**Why does the gap of CdS grow when the k mesh is refined?**

The electrons of a crystal occupy waves of every allowed wave vector k, and a calculation samples these on a finite mesh. Here the same CdS crystal, with its atoms fixed, is computed on five meshes. The label 4x4x2 means four divisions along each of the two in-plane directions and two along the hexagonal axis c. The "gap on mesh" is the lowest empty level minus the highest filled level, both taken over the mesh points only.

Kohn-Sham gaps of hexagonal CdS (space group P6_3mc, 4 atoms per cell), computed with Ansatz 0.2.0 using the PBE functional, PAW potentials and plane waves up to 420 eV (1680 eV for the density). All k meshes are unshifted and so include Γ; occupations are fixed, without smearing or spin polarisation.

```tsv
k mesh	gap on mesh (eV)
2x2x2	1.111
3x3x2	1.175
4x4x2	1.190
6x6x2	1.196
6x6x4	1.196
```

**(a) Is the rise of the gap from 2x2x2 to 4x4x2 simply a better search for the band edges?**

*Solution.* Suppose first that the potential felt by the electrons is the same in both runs. Every point of the 2x2x2 mesh is also a point of the 4x4x2 mesh, so the finer mesh only adds candidates. An added point may reveal a higher filled level or a lower empty one, and either would shrink the gap. At a fixed potential the gap can therefore fall or stay, but never rise.

The table shows a rise of about 80 meV. The supposition must be wrong: the potential itself has changed between the two runs. This is the sign by which the failure can be recognised, and it needs no measured value and no knowledge of where the band edges lie.

The levels confirm it. In the two coarsest runs both edges lie at Γ, the point k = 0, which all five meshes contain. The coarse mesh looks in the right place and finds the wrong levels there. In general a gap read on a mesh can miss edges that lie between its points, and 3x3x2 skips some high-symmetry points, such as M in the middle of the zone's side faces. For CdS, whose gap is known to be direct at Γ, this should not disturb the reading. The total energy also marks the mesh as too coarse, since 2x2x2 lies about 225 meV per atom above 6x6x2. That is far more than the 40 meV per atom that the makers of the data quote as a possible error of coarse meshes, a figure that comes from their tests on other systems and not from these runs.

**(b) How can a coarse mesh spoil levels at a point that it contains, and why does the gap come out too small?**

*Solution.* The mesh has two tasks. It supplies the points at which levels are read, and it supplies the average over filled waves that makes up the electron density. The density sets the potential, and the potential sets every level, at Γ as elsewhere. A poor average thus shifts levels even at a point that is sampled exactly.

To see which levels shift, we need a marker, because the zero of energy may differ between runs. The deep Cd 4s level serves well: it hardly takes part in bonding and follows the potential at the Cd atom. Measured against it, going from 2x2x2 to 3x3x2 lowers the S 3s level at Γ by about 155 meV and the top of the valence band by 149 meV. The bottom of the conduction band sinks by only 84 meV.

This pattern fits the chemistry of the two edges. The valence top consists mainly of S 3p, so it follows the potential at sulfur almost fully, as S 3s does. The conduction bottom is expected to be largely Cd 5s with some S 3s mixed in. The wide 5s orbital also reaches over the neighbouring sulfur atoms, so this level follows in part, here by a little more than half. The gap opens by the difference between the two edges, about 64 meV.

Sulfur levels that lie too high suggest that the coarse mesh leaves too much electron charge on sulfur, where it repels the other electrons. The runs print no atomic charges, so this remains an inference. Symmetry offers a possible reason. On the line of k points from Γ along c, called Γ–A, the S 3p orbitals that lie in the plane cannot mix with Cd 5s, because the contributions of the surrounding Cd atoms cancel. Away from this line they can mix, and the bond then carries some charge over to cadmium.

In the true average a line has no volume and hence no weight. On a mesh with $N$ in-plane divisions it has the weight $1/N^2$, which is a quarter for 2x2x2. States that keep their charge on sulfur are then counted too heavily, unless the other mesh points make up for it.

**(c) Does the gap error simply follow this weight? If not, what governs how fast it dies, and is the settled gap the right one?**

*Solution.* Take 6x6x2 as the reference, so that only the in-plane mesh varies. If the error followed the weight of the line, it would be proportional to $1/N^2-1/36$, where the second term is the weight left in the reference. The 2x2x2 row, whose gap is 86 meV too small, sets the scale. For 4x4x2 this gives

$$86\ \text{meV}\times\frac{1/16-1/36}{1/4-1/36}=86\ \text{meV}\times\frac{5}{32}\approx 13\ \text{meV}.$$

The computed error is 6 meV, less than half of that. For 3x3x2 the same rule gives 32 meV against a computed 21 meV. The excess weight of one special line may explain the direction of the error, but it does not explain how quickly the error disappears. If it is the cause, the other mesh points must compensate part of it.

The missing piece is how errors cancel in an average over a whole mesh. A crystal sampled with $N$ divisions behaves like one that closes on itself after $N$ cells: the electrons cannot tell a cell from the one $N$ cells away. For a given potential the density on the mesh is

$$n_N(\mathbf r)=n(\mathbf r)+\sum_{\mathbf T\neq 0}P(\mathbf r,\mathbf r+N\mathbf T).$$

Here $n$ is the density for an infinitely fine in-plane mesh with the divisions along c unchanged, $\mathbf T$ runs over the in-plane lattice vectors, and $P$ is the density matrix, which measures how far the filled waves at two places are linked. The sum is the error made by confusing distant cells. In an insulator $P$ dies off exponentially with distance, because the filled bands can be rebuilt from orbitals that are each confined to a small region. Each added division should then cut the error by a roughly constant factor.

The table agrees with this: the gap error shrinks by a factor of about four from two to three in-plane divisions, and by nearly four again from three to four. Three errors are too few to tell an exponential from a steep power law, so the exponential rests on the theory and not on these rows.

The picture also gives a rule for choosing a mesh: what counts is the length that it spans, the number of divisions times the cell edge. Two divisions span 2 × 4.15 = 8.3 Å in the plane but 2 × 6.737 ≈ 13.5 Å along c. It is thus reasonable that the direction along c needs fewer divisions, and doubling them from 6x6x2 to 6x6x4 changes the gap by less than 1 meV. The rule is only rough, however. Three in-plane divisions span nearly as much, about 12.5 Å, and still leave an error of 21 meV.

A settled gap is not yet a correct one. The finest mesh gives 1.196 eV, while the measured gap of CdS is roughly 2.5 eV (a recalled figure). The shortfall of about 1.3 eV is some fifteen times the largest mesh error in the table. Spin-orbit coupling is absent from these runs, but it would raise the valence top slightly and make the gap smaller still.

The main cause is the approximation itself. PBE treats exchange and correlation through the local density and its gradient, and the gap between its levels lacks the jump in potential that an added electron should feel. No mesh can supply that. The two failures therefore call for different remedies: a denser mesh repairs the density, whereas the remaining shortfall needs a better theory of the gap.

The printed output below lists the errors of both band edges and of the energy for each mesh, together with the test of the line weight.

The analysis program printed:

```
Errors against the 6x6x2 row:
    row  gap too small by (meV)  valence top too high by (meV)  conduction bottom too high by (meV)  energy too high by (meV/atom)
  2x2x2                   85.59                          164.7                                79.14                          225.2
  3x3x2                   21.39                          42.85                                21.47                          38.33
  4x4x2                   5.905                          11.71                                5.804                           7.85
  6x6x2                       0                              0                                    0                              0
  6x6x4                   0.738                          0.851                                0.113                           -0.2
Rise of the gap from 2x2x2 to 4x4x2, nested meshes (meV): 79.69
Gap error of 2x2x2 over that of 3x3x2: 4.002
Gap error of 3x3x2 over that of 4x4x2: 3.622
Gap change from 6x6x2 to 6x6x4 (meV): -0.738
Does the gap error follow the weight of the Gamma-A line:
    row  weight of the line (%)  error if it did (meV)  computed error (meV)
  2x2x2                      25                  85.59                 85.59
  3x3x2                   11.11                   32.1                 21.39
  4x4x2                    6.25                  13.37                 5.905
  6x6x2                   2.778                      0                     0
  6x6x4                   2.778                      0                 0.738
Shift of Cd 4s from 2x2x2 to 3x3x2, as printed (meV): 26.73
Shift of S 3s against Cd 4s, 2x2x2 to 3x3x2 (meV): -155.5
Shift of valence top against Cd 4s, 2x2x2 to 3x3x2 (meV): -148.6
Shift of conduction bottom against Cd 4s, 2x2x2 to 3x3x2 (meV): -84.41
Rough shortfall of the converged PBE gap (eV): 1.304
```
